The tetragonal intermetallic Mg₂GaCu₂ is treated here as a model: its cell was made by swapping elements in another structure, and was not relaxed. The table lists five neighbouring Kohn–Sham bands at special points of its Brillouin zone, with energies counted from the Fermi level. Band v1 is the highest band that is filled anywhere on the calculation's mesh of k-points. Bands v2 and v3 lie below it, c1 and c2 above.

Kohn–Sham bands of Mg₂GaCu₂ in its unrelaxed five-atom cell, computed with Ansatz 0.2.0 (r2SCAN, plane waves with PAW, 500 eV cutoff, scalar-relativistic, no spin polarisation). The k-mesh is 9×9×9, with Fermi–Dirac smearing of 0.0153 eV. Energies are taken at the point of the computed band path nearest each named k-point.

```csv
k-point,"coordinates (reciprocal vectors of the computed cell, not always the standard one)",band v3 (eV from the Fermi level),band v2 (eV from the Fermi level),band v1 (eV from the Fermi level),band c1 (eV from the Fermi level),band c2 (eV from the Fermi level),c1 less v1 (eV)
Gamma,0 0 0,1.42,1.53,1.53,2.79,2.96,1.26
X,0.5 0.5 0.5,-1.42,-0.86,1.37,2.32,2.61,0.95
P,0.5 0.5 0.25,-0.33,-0.10,-0.10,0.13,5.26,0.23
N,0 0.5 0,2.32,3.10,3.80,3.82,5.11,0.02
M,0 0 -0.5,2.30,2.60,4.92,4.92,5.05,0.00
S,0 0.417 -0.291,1.60,1.61,4.05,5.00,5.53,0.95
S_0,0 0.583 0.291,1.60,1.61,4.05,5.00,5.53,0.95
R,0.417 0.583 0.5,-0.62,0.17,1.55,2.50,2.69,0.95
```

### 1. Is the last column a band gap?

No. A gap needs filled levels below it and empty levels above it, and only at P does the Fermi level fall between v1 and c1. Even there the 0.23 eV is a local spacing, because v1 at M lies 4.92 − 0.13 = 4.79 eV above c1 at P. The bands overlap widely in energy, and the compound is a metal.

### 2. How many bands are filled at each point?

The calculation treats 71 electrons per cell explicitly and keeps the deepest shells frozen. Each band takes two, so 35.5 bands are filled on average over the zone. Band v1 is number 38 in this count. The signs in the table then give 38 filled bands at P, 37 at X, 36 at R and at most 35 at the other points. Such uneven filling is what a Fermi surface means: electrons leave states that are costly at one k-point for cheaper ones at another.

### 3. Why does v1 lie 5 eV higher at M than at P?

Of the 71 electrons, 62 fill 31 bands made of inner shells and of the copper and gallium d shells. Nine s and p electrons remain, and v1 is the seventh band available to them. Suppose that they move freely. At a given k-point the crystal admits only plane waves whose wavevectors differ by reciprocal lattice vectors, and the energy of each wave grows with the square of its wavevector. The height of the seventh band therefore depends on how many short waves the point offers.

The Fermi energy follows from the electron density. Nine electrons in 5 × 14.53 = 72.65 Å³ fill a sphere of radius k_F = (3π² × 9/72.65)^(1/3) = 1.54 Å⁻¹. With ħ²/2m = 3.81 eV Å², its surface lies 9.06 eV above the bottom of the free-electron band.

In units of 2π/a, 2π/a and 2π/c, where a and c are the edges of the conventional cell, twice as large as the five-atom cell, P offers four waves of type (½, ½, ½) and then four of type (½, ½, 3/2). The seventh belongs to the second set:

k² = ½ (2π/3.8964)² + 9/4 (2π/9.5731)² = 2.27 Å⁻²

E = 3.81 × 2.27 − 9.06 ≈ −0.4 eV

The calculation gives −0.10 eV. M offers only six waves of comparable or shorter length, so its seventh must be the much longer (0, 0, 3), at about +5.7 eV; the calculation gives 4.92 eV. Counting waves thus gives roughly the right size for the rise, although the level at M may be of a different kind, as question 6 explains. The same count can be made for any simple s,p metal once its cell and its number of outer electrons are known.

### 4. Why do four levels crowd together at P, with the next one far above?

The four waves of type (½, ½, 3/2) have equal length, so free electrons would give them one common energy. The next set is much longer, which explains the step of about 5 eV from c1 to c2. The potential of the atoms mixes the four waves and spreads them over 0.46 eV, from v3 to c1.

Symmetry fixes the pattern of this spread. A quarter turn combined with a reflection carries the four waves into one another. Two of their combinations are carried into themselves, apart from a sign, and stand alone. The other two behave differently under a diagonal mirror plane, so they can't mix; the turn with reflection exchanges them, apart from a sign, and they must share an energy. The computed order is single, pair, single, with v2 and v1 as the pair.

### 5. Which other coincidences does symmetry demand?

At Gamma the fourfold axis of the crystal also allows pairs, and v2 and v1, equal at 1.53 eV, are probably one, though equal energies alone don't prove it. At N a quarter turn leads to a different, inequivalent k-point, so nothing forces v1 and c1 together; their distance of only 0.02 eV is not demanded by symmetry. The same holds for v3 and v2 at S. The agreement between S and S_0 has another origin: they are the same point up to a reciprocal lattice vector and an inversion, and count as one piece of evidence.

### 6. How far can the free-electron picture be trusted?

It was applied to all five bands at every point, with only the cell and the nine electrons as input. Its typical (rms) miss is 0.95 eV, against 1.46 eV if each band is replaced by its own average over the points; the printed output gives the details. The average of the five bands at a point comes out within half an eV everywhere. This fits the idea that the atomic potential mostly pushes levels apart, some up and others down.

The picture is weakest at M, where it puts c2 more than 2 eV too high. It does give v1 and c1 one energy there, but offers no reason why they should stay equal once the atomic potential acts. The waves (0, 0, 3) and (0, 0, −3) lie along the fourfold axis, and a quarter turn leaves each unchanged, so they can't form a symmetry pair. Either the atomic potential has changed the order of the levels, or the contact is accidental; the energies alone don't decide.

An error of an eV also matters close to the Fermi level. The picture fills c1 at P and v2 at R, whereas the calculation leaves both just empty.

### 7. What would one more outer electron do?

Germanium in place of gallium would bring one. With the bands held fixed, the free-electron estimate for the rise of the Fermi level is 9.06 × [(10/9)^(2/3) − 1] = 0.66 eV. The computed density of states at the Fermi level, 1.58 states per eV and cell, gives nearly the same if it is taken as constant: 1/1.58 = 0.63 eV. Band c1 at P and v2 at R would then fill, while the listed bands at Gamma would stay empty. A real substitution would also change the potential and the cell, so this is a first guess.

### 8. Which digits describe the material?

The second decimal is useful for comparing levels within this calculation, for instance to recognise a pair. It doesn't carry over to a real sample. Spin–orbit coupling, left out here, splits the outer p level of a gallium atom by roughly 0.1 eV, so spacings of a few hundredths could change noticeably. Kohn–Sham levels are also not exact energies for adding or removing an electron, and they depend on the functional.

The geometry is a larger concern. The cell is unrelaxed and under a pressure of about 19 GPa, and forces of about 2 eV/Å drive the close magnesium neighbours apart. Relaxation would change the cell edges and the potential, and with them the band energies. The metallic overlap of several eV is a far safer conclusion than whether a level 0.1 eV from the Fermi level is filled.

Numerical output:

```
Free-electron levels, eV from the Fermi level:
    row  free v3  free v2  free v1  free c1  free c2  free mean of five  computed mean of five
  Gamma    2.488    2.488    2.488    2.488    2.488              2.488                  2.046
      X   -2.465   -2.465    2.459    2.459    2.459             0.4891                  0.804
      P  -0.4136  -0.4136  -0.4136  -0.4136    6.151             0.8994                  0.972
      N    3.675    3.675    3.734    3.734    3.734               3.71                   3.63
      M   0.8472   0.8472    5.711    5.711    7.412              4.106                  3.958
      S   0.8704    2.571    2.571    5.854    5.854              3.544                  3.558
    S_0   0.8704    2.571    2.571    5.854    5.854              3.544                  3.558
      R   -0.688   -0.688    2.595    2.595    2.595              1.282                  1.258
Free-electron level less computed band, eV:
    row        v3       v2        v1        c1        c2  wrong signs
  Gamma     1.068   0.9585    0.9585   -0.3015   -0.4715            0
      X    -1.045   -1.605     1.089    0.1386   -0.1514            0
      P  -0.08359  -0.3136   -0.3136   -0.5436    0.8914            1
      N     1.355   0.5746  -0.06563  -0.08563    -1.376            0
      M    -1.453   -1.753    0.7913    0.7913     2.362            0
      S   -0.7296   0.9614    -1.479    0.8539    0.3239            0
    S_0   -0.7296   0.9614    -1.479    0.8539    0.3239            0
      R  -0.06796   -0.858     1.045   0.09456  -0.09544            1
Free-electron Fermi energy above the band bottom, eV: 9.06
Free-electron density of states at the Fermi level, states/eV/cell (computed 1.58): 1.49
Rms miss of the free-electron levels, nothing fitted, eV: 0.9546
Rms miss of flat bands, five fitted averages, eV: 1.459
Highest v1 less lowest c1 among the listed points (overlap), eV: 4.79
Spacing v2 less v3 at P, eV: 0.23
Spread of the four levels v3 to c1 at P, eV: 0.46
Step from c1 to c2 at P, computed, eV: 5.13
Step from c1 to c2 at P, free electrons, eV: 6.565
Rise of the Fermi level for one more electron a cell, free electrons, eV: 0.6593
The same rise from the computed density of states, held constant, eV: 0.6329
```
